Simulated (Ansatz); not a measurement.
## A series in volume scale on W

Results calculated with Ansatz 0.2.0, not measured. Free energy against uniform scaling of the volume at fixed shape and fractions; periodic cell, basis, potentials, k mesh and filling as listed.

The cell before it is scaled or strained (space group Im-3m, No. 229):
```
W
1.0
     -1.5823     1.5823     1.5823
      1.5823    -1.5823     1.5823
      1.5823     1.5823    -1.5823
W
1
Direct
  0.00000 0.00000 0.00000
```

Settings of every row: functional PBE; dispersion D3(BJ); potentials PAW; wave cutoff 470 eV; density cutoff 1880 eV; k mesh 13x13x13; k shift 0x0x0; occupations cold; smearing width 0.1 eV; spin none.

Limits: coarse k mesh, up to 40 meV an atom off; no spin-orbit coupling, which can matter with elements this heavy.

| row | volume scale | V (Å³/atom) | pressure (GPa) | energy above lowest point (meV/atom) |
| --- | --- | --- | --- | --- |
| 1 | 0.94 | 14.895 | ? | ? |
| 2 | 0.96 | 15.212 | 12.11 | 19.1 |
| 3 | 0.98 | 15.529 | 4.7 | 2.6 |
| 4 | 1 | 15.846 | -1.94 | 0 |
| 5 | 1.02 | 16.163 | -7.9 | 9.8 |
| 6 | 1.04 | 16.48 | -13.25 | 30.9 |
| 7 | 1.06 | 16.797 | -18.07 | 61.9 |

Question: what pressure and energy above lowest point should row 1 give?

Worked fit of pressure. Take u = (V_r/V)^(2/3) − 1 with V_r = 16.005 Å³ an atom, which is twice the finite (Eulerian) strain; such expansions in the strain, on which the Birch-Murnaghan equation of state is built, carry the rest volume and the bulk modulus. The shown rows have u = 0.03446, 0.02033, 0.00668, -0.00653, -0.01931, -0.03169. Least squares give pressure = −5.008 + 450.88 × u + 1274.8 × u² + 1654 × u³ GPa; a parabola predicts inner rows, each left out in turn, worse (root mean square 0.019 against 0.0028 GPa). All shown rows lie on it to the printed digit. The pressure vanishes at u = 0.0108, or V = 15.75 Å³ an atom, and there the bulk modulus at fixed shape and fractions is B = −V dP/dV = (2/3)(1 + u) dP/du = 323 GPa. The withheld row has u = 0.04908, so the fit gives −5.008 + 450.88 × (0.04908) + 1274.8 × (0.04908)² + 1654 × (0.04908)³ = 20.39 GPa.

The calculation gave 20.35 GPa. The fit lies 0.04 GPa (0.1 % of the column's range) above it; its largest miss of a shown row is 0.00 GPa. This row lies beyond the range of the fit.

Worked fit of energy above lowest point. Take u = (V_r/V)^(2/3) − 1 with V_r = 16.005 Å³ an atom, which is twice the finite (Eulerian) strain; such expansions in the strain, on which the Birch-Murnaghan equation of state is built, carry the rest volume and the bulk modulus. The shown rows have u = 0.03446, 0.02033, 0.00668, -0.00653, -0.01931, -0.03169. Least squares give energy above lowest point = 3.45 − 745 × u + 34760 × u² meV/atom; a straight line predicts inner rows, each left out in turn, worse (root mean square 15 against 0.093 meV/atom). The rows lie off it by 0.0, -0.1, 0.0, 0.0, 0.1, -0.1. Its lowest point lies at u = 0.0107, or V = 15.75 Å³ an atom, and the curvature there gives the bulk modulus at fixed shape and fractions, B = (4/9)(1 + u)² E″(u)/V = 321 GPa. The withheld row has u = 0.04908, so the fit gives 3.45 − 745 × (0.04908) + 34760 × (0.04908)² = 50.6 meV/atom.

The calculation gave 51.1 meV/atom. The fit lies 0.5 meV/atom (0.81 % of the column's range) below it; its largest miss of a shown row is 0.1 meV/atom. This row lies beyond the range of the fit.
